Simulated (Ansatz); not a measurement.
# A series in volume scale on BiSbPd2

Results calculated with Ansatz 0.2.0, not measured. Free energy against uniform scaling of the volume at fixed shape and fractions; periodic cell, basis, potentials, k mesh and filling as listed.

The cell before it is scaled or strained (space group P-6m2, No. 187):
```
BiSbPd2
1.0
      4.1901     0.0000     0.0000
     -2.0950     3.6287     0.0000
      0.0000     0.0000     5.6925
Sb Bi Pd
1 1 2
Direct
  0.66667 0.33333 0.00000
  0.00000 0.00000 0.50000
  0.33333 0.66667 0.75651
  0.33333 0.66667 0.24349
```

Settings of every row: functional r2SCAN; dispersion none; potentials PAW; wave cutoff 653.07 eV; density cutoff 2612.3 eV; k mesh 6x6x4; k shift 0x0x0; occupations gaussian; smearing width 0.1 eV; spin none; SCF threshold exponent -10.

Limits: coarse k mesh, up to 40 meV an atom off; no spin-orbit coupling, which can matter with elements this heavy; the cell comes from a prototype or a list of computed structures and needn't be the stable phase.

| row | volume scale | V (Å³/atom) | pressure (GPa) | energy above lowest point (meV/atom) |
| --- | --- | --- | --- | --- |
| 1 | 0.9 | 19.474 | 14.62 | 88.8 |
| 2 | 0.925 | 20.015 | 10.09 | 47.3 |
| 3 | 0.95 | 20.556 | 6.2 | 20 |
| 4 | 0.975 | 21.097 | 2.87 | 4.8 |
| 5 | 1 | 21.638 | ? | ? |
| 6 | 1.025 | 22.179 | -2.41 | 4.1 |
| 7 | 1.05 | 22.72 | -4.5 | 15.9 |
| 8 | 1.075 | 23.261 | -6.29 | 34.2 |
| 9 | 1.1 | 23.802 | -7.83 | 58.1 |

Question: what pressure should row 5 give?

Worked fit of pressure. Take u = (V_r/V)^(2/3) − 1 with V_r = 21.638 Å³ an atom, which is twice the finite (Eulerian) strain; such expansions in the strain, on which the Birch-Murnaghan equation of state is built, carry the rest volume and the bulk modulus. The shown rows have u = 0.07277, 0.05335, 0.03479, 0.01702, -0.01633, -0.03201, -0.04707, -0.06157. Least squares give pressure = 0.029 + 157.94 × u + 535.2 × u² + 691 × u³ GPa; a parabola predicts inner rows, each left out in turn, worse (root mean square 0.054 against 0.0057 GPa). The rows lie off it by 0.00, 0.01, 0.00, -0.01, 0.00, 0.00, 0.00, 0.00. The pressure vanishes at u = -0.0002, or V = 21.64 Å³ an atom, and there the bulk modulus at fixed shape and fractions is B = −V dP/dV = (2/3)(1 + u) dP/du = 105 GPa. Letting shape and atoms relax would as a rule lower it, by much in layered, chain or molecular crystals. The withheld row has u = 0, so the fit gives 0.029 + 157.94 × (0) + 535.2 × (0)² + 691 × (0)³ = 0.03 GPa.

The calculation gave 0.03 GPa. The fit meets it to the printed digit.

The other values of row 5: energy above lowest point 0 meV/atom.
